### The row that looks wrong

The isopropyl radical, C3H7, looks wrong twice. Its marked atom, carbon, is the most electronegative of the series, yet its highest occupied orbital (HOMO) is the shallowest, at −4.96 eV in HSE06. This shallow level is also the one that falls furthest when HSE06 is replaced by PBE0, by 0.41 eV. If PBE0 simply held each electron tighter by a fixed percentage, the shallowest level would move least.

Doublet radicals in the gas phase, with the marked atom * varied in each SMILES frame, were computed with Ansatz 0.2.0 using unrestricted HSE06-D4 and PBE0-D4 in def2-TZVPP at PBE0-D4/def2-TZVP geometries, with a def2 core potential on Sn. Electronegativities are Pauling's. Atomization energies are electronic, free atoms minus molecule, without zero-point terms.

```
formula     frame   *   Z  electronegativity  point group  <S^2> at PBE0  mean bond of the marked atom (Å)  sum of bond angles at the marked atom (°)  valence electrons  HOMO, HSE06-D4 (eV)  HOMO, PBE0-D4 (eV)  HOMO, PBE0-D4 less HSE06-D4 (eV)  atomization, HSE06-D4 (eV)  atomization, PBE0-D4 less HSE06-D4 (eV)
   C3H7    H*(C)C   C   6              2.550           Cs          0.755                             1.349                                        359                 19                -4.96               -5.36                             -0.41                       39.46                                   -0.023
 C2H7Si    H*(C)C  Si  14              1.900           Cs          0.752                             1.749                                        332                 19                -5.11               -5.50                             -0.40                       36.35                                   -0.019
 C2H7Ge    H*(C)C  Ge  32              2.010           Cs          0.752                             1.827                                        331                 19                -5.13               -5.52                             -0.39                       35.16                                   -0.016
C2H2FSi  H*(F)C#C  Si  14              1.900           C1          0.755                             1.630                                        329                 21                -6.04               -6.44                             -0.40                       25.32                                   -0.023
C2H2FGe  H*(F)C#C  Ge  32              2.010           C1          0.754                             1.726                                        325                 21                -6.39               -6.78                             -0.39                       23.50                                   -0.020
C2H2FSn  H*(F)C#C  Sn  50              1.960           C1          0.754                             1.911                                        320                 21                -6.49               -6.88                             -0.39                       22.34                                   -0.013
```

The other rows show that depth is a poor guide to the shift. From the shallowest to the deepest HOMO the series spans 1.5 eV, but the shift stays between −0.39 and −0.41 eV. The atomization energy, which is the electronic energy of the free atoms less that of the molecule, hardly notices the change of functional: it alters by less than 0.1 % of its value in every row. Two functionals that agree so closely on the energy therefore disagree plainly on the orbital levels.

### Filled levels fall, empty levels rise

Each molecule has one unpaired electron, and the HOMO is the level which that electron occupies. The lowest empty level belongs to the opposite spin and lies about 2 eV or more below the next empty level of that spin. It is therefore read here as the empty partner of the HOMO, nearly the same orbital with the other spin.

In the same calculations this partner moves the opposite way. It rises by 0.37 to 0.40 eV from HSE06 to PBE0, almost as much as the HOMO falls. The gap between the two opens about a centre that moves by less than 0.01 eV. PBE0 thus does not push the whole ladder of levels down; it separates filled from empty.

### What the long-range exchange does

Both functionals contain a quarter of exact exchange when two electrons are close together. PBE0 keeps that quarter at every distance. HSE06 lets it fade and puts semilocal exchange, computed from the local density and its gradient, in its place. That the levels differ because of long-range exchange is thus built into the two functionals, and what needs explaining is why the difference has this size, this symmetry and so little variation.

The hydrogen atom shows the core of the matter. Its single electron should not repel itself, but the classical repulsion of a charge cloud includes such a self-repulsion, and exchange has to remove it. Suppose that the long-range part of the repulsion has a constant value $c$ across the atom. The spurious energy is then $c/2$, but the level is raised by the full $c$, because a level measures how the energy changes as charge is added, and the energy grows with the square of the charge.

Exact exchange removes both errors. Semilocal exchange can remove the energy $c/2$ well and still lower the level by only $c/2$, because its energy grows roughly in proportion to the charge and not to its square. The filled level is then left too high by $c/2$. The comparison with hydrogen ends at the empty level: hydrogen has no electron of the opposite spin on which a semilocal exchange potential for that spin could be built, whereas the radicals have many.

For the radicals the same argument takes three lines. At a distance $r$ between two electrons the long-range repulsion is $\mathrm{erf}(\omega r)/r$, where $\omega$ sets the distance at which HSE06 lets exact exchange fade. Over a small orbital it is nearly constant. Exchange between different orbitals then vanishes, because they are orthogonal, and only the occupations $f_i$ of the levels remain:

$$c = \frac{2\omega}{\sqrt{\pi}}, \qquad E_{\text{exact}} = -\frac{c}{2}\sum_i f_i^2, \qquad E_{\text{semilocal}} \approx -\frac{c}{2}\sum_i f_i .$$

The slope of the exact energy with respect to $f_i$ is $-c$ for a filled level and zero for an empty one. The slope of the semilocal energy is $-c/2$ for both. PBE0 contains a quarter of the difference, so that

$$\Delta\varepsilon_{\text{filled}} = -\frac{c}{8}, \qquad \Delta\varepsilon_{\text{empty}} = +\frac{c}{8}.$$

The semilocal expression is an assumption: it supposes a functional that is right at whole occupations and smooth in between. It explains at once why the two levels move apart evenly. It also explains why the depth of the level does not matter, since neither the nuclear charge nor the strength of the bonds enters $c$.

### The estimate in numbers

In HSE06 $\omega$ is 0.11 per bohr. The constant $c$ is then $2 \times 0.11/\sqrt{\pi}$ hartree, or 3.38 eV. An eighth of this is 0.42 eV, the predicted fall of a filled level and the predicted rise of an empty one. The gap should widen by twice as much, 0.84 eV.

No constant in this estimate was fitted to the table. The predicted HOMO shift misses the computed ones by 0.03 eV (root mean square over the six rows), which is about 7 % of the shift, and it is too large in each row. A shift proportional to the HOMO energy does worse, with a miss of 0.05 eV, although its one coefficient was fitted to all six rows by least squares. It fails most for isopropyl, the row that looked wrong at the start.

The inner levels show where the even split is only approximate. The deepest carbon 1s level falls by 0.43 eV in each molecule, close to the estimate for a compact orbital. The silicon 1s level, which is more compact still, falls by nearly 0.5 eV, more than the model permits. The germanium 2p levels are compact too, yet they fall by less than the HOMO of the same molecule. For such deep levels semilocal exchange probably does not contribute exactly the assumed half, and compactness alone does not set the fall of a single level. The gap between the HOMO and its empty partner is a safer guide to the extent of an orbital, because the semilocal part acts on both nearly alike and largely cancels.

### Why carbon moves most

The small variation that remains follows the marked atom. The gap widens by 95 % of the predicted amount in isopropyl and by 90 % in the tin radical, with silicon and germanium between them. The neighbours of the marked atom hardly count. The empty partner rises by 0.38 eV in both silicon radicals, although their HOMO energies lie 0.93 eV apart, and the two germanium radicals agree with each other equally well.

This pattern suits an unpaired electron that sits mainly on the marked atom, in an orbital that grows from carbon to tin. The long-range repulsion is constant only to a first approximation. Its next term,

$$\frac{\mathrm{erf}(\omega r)}{r} \approx c\left(1-\frac{\omega^2 r^2}{3}\right),$$

weakens it as the distance grows. In a more extended orbital the charge is on average further from itself, so there is less self-repulsion to remove and the levels move less.

The size of the shortfall makes this reading plausible. If the correction term alone were responsible, the typical distance between two points of the charge cloud would have to be roughly 2 to 3 Å, a sensible extent for a valence orbital on these atoms. This is an order of magnitude and not a measurement of the orbitals, because the other electrons also readjust when the functional changes. Isopropyl thus moves most, on this view, because its unpaired electron occupies the most compact valence orbital of the series.

### Why the atomization energy stays put

The same two energy expressions explain the calm of the atomization energies. At whole occupations $f_i$ is zero or one, so $f_i^2$ equals $f_i$ and both expressions give $-cN/2$ for $N$ electrons. A molecule and its separated atoms contain the same number of electrons. Whatever long-range exchange contributes at this level of approximation therefore drops out of the difference, whichever functional describes it.

What is left is a slightly weaker binding in PBE0, by 0.01 to 0.02 eV. Part of the difference between the functionals is hidden by the D4 dispersion term, which binds a little more strongly in PBE0. Without it the change would be 0.02 to 0.03 eV, still tiny beside atomization energies of 22 to 39 eV. In this model, then, long-range exchange gives the same energy at whole electron numbers in both functionals but a different slope there, and an orbital level is such a slope.

### Why carbon has the shallowest HOMO

The other oddity of isopropyl appears in both functionals alike, so the long-range exchange in which they differ is not its main cause. Part of the answer may lie in the shape of the molecule. The bond angles at the marked carbon add up to 359°, which means that this centre is almost planar. The unpaired electron then occupies a nearly pure p orbital. At the other centres the sum is only 320 to 332°, and such a pyramidal shape mixes s character into the orbital. An s electron is held more tightly than a p electron of the same shell, so the mixing lowers the level and can outweigh the smaller electronegativity of the heavier atom.

The neighbours act in the same direction. Replacing two methyl groups by fluorine and ethynyl lowers the HOMO by 0.93 eV at silicon and by 1.26 eV at germanium. Fluorine withdraws electrons from the marked atom, which lowers its levels. It also draws p character into its own bond, which leaves more s character for the unpaired electron.

The steps from silicon to germanium agree with this picture in direction. Between the two dimethyl radicals the angles hardly change, and the HOMO falls by only 0.02 eV. Between the two fluorine compounds the germanium centre is the more pyramidal by 4°, and the HOMO falls by 0.35 eV. The angle does not account for the size of the steps, though: tin is more pyramidal again by 5°, yet its HOMO lies only 0.10 eV lower. That last comparison is less clean, because tin has a relativistic core potential while germanium is treated without relativity. The assignment to s character remains an argument from shape.

The method may contribute as well. At short range both functionals keep three quarters of semilocal exchange, so they can share an error. By the hydrogen argument, this part leaves a filled level too high, and the error can be larger in a compact orbital, where the self-repulsion is stronger. Isopropyl is shallower than the dimethyl silicon radical by only 0.15 eV. The true ionization energies could therefore follow a different order.

### What the deeper HOMO is worth

The lower PBE0 level should not be taken for an ionization energy. Isopropyl needs roughly 7 eV to lose an electron, a recalled figure, while its PBE0 HOMO lies at −5.36 eV. The hydrogen argument shows why: three quarters of the exchange are still semilocal, and that part leaves a filled level too high. PBE0 repairs a quarter of the long-range error and HSE06 none of it, which is why both levels are too shallow and the HSE06 level is the shallower of the two.
